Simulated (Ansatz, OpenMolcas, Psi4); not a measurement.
**How methods differ on InF (SMILES [F][In])**

The species is InF (2 atoms), meant as a singlet with charge 0. As SMILES, `[F][In]`. The coordinates come from a PBE0-D4/def2-TZVP relaxation.

```xyz
2

F     0.0000    0.0000    0.0159
In    0.0000    0.0000    2.0096
```

Quantity: the HOMO–LUMO gap, in eV. The values are calculated.

```
                                                                  level                    kind     program  value (eV)  CPU time
                                         HF/def2-TZVPP (core potential)            Hartree–Fock  OpenMolcas       10.10     5.6 s
                                       BLYP/def2-TZVPP (core potential)                     GGA      Ansatz        4.20     3.4 s
                                       TPSS/def2-TZVPP (core potential)                meta-GGA        Psi4        4.38      23 s
                                     M06-2X/def2-TZVPP (core potential)         hybrid meta-GGA        Psi4        7.34      17 s
                                    r2SCAN0/def2-TZVPP (core potential)         hybrid meta-GGA      Ansatz        6.30     6.3 s
                                  CAM-B3LYP/def2-TZVPP (core potential)  range-separated hybrid        Psi4        8.05      34 s
                                      HSE06/def2-TZVPP (core potential)  range-separated hybrid        Psi4        5.20      27 s
DSD-PBEP86/def2-TZVPP (core potential, density fitting for correlation)           double hybrid        Psi4        8.69      10 s
```

The values span 4.20 to 10.10 eV. Orbital gaps aren't excitation energies, and those of double hybrids come from the SCF part alone; they tend to grow with the share of exact exchange. Times are those of the runs behind each value, whatever else they computed, on shared processors of several kinds: orders of magnitude only.

The frontier orbitals of InF are best understood from monovalent indium. The HOMO is expected to be largely the indium s lone pair, mixed with some indium p and antibonding fluorine p character and pointing away from fluorine. The LUMO should be a degenerate pair of mainly indium p orbitals perpendicular to the bond. The gap therefore reflects mostly the s–p separation on the metal rather than a fluorine-to-indium charge transfer, since the fluorine p levels lie deeper.

The two semilocal functionals nearly agree, at 4.20 and 4.38 eV, whereas the two range-separated hybrids lie far apart, at 5.20 eV for HSE06 and 8.05 eV for CAM-B3LYP. The label "range-separated" thus says little about the gap by itself, probably because HSE06 removes exact exchange at long range while CAM-B3LYP increases it there. Deciding which value lies closest to the fundamental gap would take the ionization energy and electron affinity of the molecule.
